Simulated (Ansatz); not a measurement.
# Ge: pressure against volume per atom

All results are calculated (Ansatz 0.2.0). Density functional stress and forces at fixed atoms, pressure and stress positive in compression, spin-unpolarised plane waves.

Cell of the first row (space group Fd-3m, No. 227):
```
cell vectors (Å)
   0.0000     2.7234     2.7234
   2.7234     0.0000     2.7234
   2.7234     2.7234     0.0000
atoms (fractions of the cell vectors)
Ge  0.00000  0.00000  0.00000
Ge  0.25000  0.25000  0.25000
```

Settings of every row: periodic directions 3; functional r2SCAN; spin orbit yes; potentials PAW; wave cutoff 500 eV; k mesh 8x8x8; smearing width 0.02 eV.

Limits of some rows: metal, k mesh may be coarse (row 9).

```
row  volume per atom (Å³)  pressure (GPa)
  1                20.199           11.66
  2                20.837            8.09
  3                21.488            4.98
  4                22.153            2.29
  5                22.831           -0.03
  6                23.523           -1.92
  7                24.228            -3.6
  8                24.948           -5.04
  9                25.681               ?
```

Question: what pressure should row 9 give?

Worked fit of pressure. Take u = (V_r/V)^(2/3) − 1 with V_r = 22.492 Å³ an atom, which is twice the finite (Eulerian) strain; such expansions in the strain, on which the Birch-Murnaghan equation of state is built, carry the rest volume and the bulk modulus. The shown rows have u = 0.07432, 0.05227, 0.03091, 0.01018, -0.00992, -0.02944, -0.04836, -0.06676. Least squares give pressure = 1.099 + 115.19 × u + 358.1 × u² GPa; a straight line predicts inner rows, each left out in turn, worse (root mean square 0.6 against 0.043 GPa). The rows lie off it by 0.02, -0.01, -0.02, -0.02, -0.02, 0.06, 0.03, -0.04 (root mean square 0.031 GPa). The pressure vanishes at u = -0.0098, or V = 22.83 Å³ an atom, and there the bulk modulus with atoms relaxed is B = −V dP/dV = (2/3)(1 + u) dP/du = 71.4 GPa. The withheld row has u = -0.0846, so the fit gives 1.099 + 115.19 × (-0.0846) + 358.1 × (-0.0846)² = -6.08 GPa.

The calculation gave -6.25 GPa. The fit lies 0.17 GPa (2.7 % of the value, 0.95 % of the column's range) above it; its largest miss of a shown row is 0.06 GPa. This row lies beyond the range of the fit.
